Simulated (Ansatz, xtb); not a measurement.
## CH7BSi: which of two isomers lies lower

We compare X, `CB[SiH3]`, a singlet, with Y, `B[SiH2]C`, a singlet. Both are isolated molecules in the gas phase, relaxed with B3LYP-D3(BJ)/def2-SVP; the shapes shown needn't be the lowest conformers.

X (Å):

```yaml
atoms:
  - { symbol: C, position_ang: [-1.3734, 1.0359, -2.0967] }
  - { symbol: B, position_ang: [-0.6863, 0.7123, -0.7364] }
  - { symbol: Si, position_ang: [-1.6890, 0.3400, 0.9848] }
  - { symbol: H, position_ang: [-1.4070, 0.0396, -2.5951] }
  - { symbol: H, position_ang: [-0.7829, 1.6782, -2.7695] }
  - { symbol: H, position_ang: [-2.4148, 1.3875, -2.0449] }
  - { symbol: H, position_ang: [0.5227, 0.6376, -0.7012] }
  - { symbol: H, position_ang: [-1.1775, -0.8807, 1.6834] }
  - { symbol: H, position_ang: [-1.4709, 1.5002, 1.9104] }
  - { symbol: H, position_ang: [-3.1661, 0.1850, 0.8006] }
```

Y (Å):

```xyz
10

C    -2.0710    0.5106    0.7920
B    -0.1555    0.2612   -1.8823
Si   -1.6196    1.2371   -0.8956
H     0.2052   -0.8503   -1.5758
H     0.3720    0.7635   -2.8454
H    -2.8168    1.1745   -1.8029
H    -1.2778    2.6884   -0.7470
H    -2.9091    1.0571    1.2523
H    -1.2131    0.5602    1.4816
H    -2.3633   -0.5470    0.6926
```

Energies in hartree; the thermal terms are from B3LYP-D3(BJ)/def2-SVP harmonic frequencies (ideal gas, rigid rotor, one conformer each, 298.15 K, 1 atm) and include the zero-point energy:

|  | X | Y |
| --- | --- | --- |
| E, CCSD(T)/def2-TZVP | −356.025484 | −356.020224 |
| zero-point energy | 0.072038 | 0.072443 |
| H(298 K) − E | 0.079057 | 0.079545 |
| G(298 K) − E | 0.043277 | 0.043894 |

Question: Work out ΔE, ΔE₀, ΔH and ΔG for X → Y in kcal/mol (1 Eh = 627.51 kcal/mol) and the equilibrium ratio [Y]/[X].

Answer: 1. ΔE = −356.020224 − (−356.025484) = +0.005260 Eh = +3.30 kcal/mol.
2. ΔE₀ = ΔE + ΔZPE = +0.005260 + (+0.000405) Eh = +3.55 kcal/mol.
3. ΔH = ΔE + (+0.000488) Eh = +3.61 kcal/mol.
4. ΔG = ΔE + (+0.000617) Eh = +3.69 kcal/mol, so ΔS = (ΔH − ΔG)/T = −1.1 J/(mol K).
5. kT = 0.9442 mEh, so K = [Y]/[X] = exp(−ΔG/kT) = exp(−6.22) ≈ 0.002.

Structure X is favoured at this temperature. An error of 1 kcal/mol in ΔG would change K by a factor of 5.4. Mirror images and further conformers aren't counted.

As drawn, Y has 1 C–Si, 1 B–H in place of 1 C–B, 1 Si–H.

Other levels gave ΔE = +3.7 (GFN2-xTB); +0.8 (HF/STO-3G, GFN2-xTB geometries); +5.8 (r2SCAN-D4/def2-SVP, GFN2-xTB geometries); +5.6 (B3LYP-D3(BJ)/def2-SVP); +2.7 (HF/def2-TZVP); +3.1 (MP2/def2-TZVP) kcal/mol. The correlated steps freeze 7 core orbitals. Programs: Ansatz 0.2.0, xtb 6.7.1.

Methyl(silyl)borane, X, lies modestly below its isomer Y, in which methyl has moved from boron to silicon. The gap is small because the exchange largely balances: Y gains a strong C–Si bond and a B–H bond, but gives up a C–B bond and an Si–H bond. What tips the balance is probably the electron-deficient boron. In X, a methyl C–H bond lies nearly parallel to the empty boron p orbital and is the longest of the three, as expected for hyperconjugative donation. Y loses this methyl donation, although its Si–H bonds can still donate to boron.

The preference is already present at Hartree–Fock level with the larger basis, and MP2 and CCSD(T) change it little, so it doesn't originate in electron correlation. Vibrational and thermal terms reinforce it only slightly. The ordering applies to the free monomers; association through B–H–B bridges, common for unhindered boranes, could alter it, since Y has two B–H bonds and X only one.
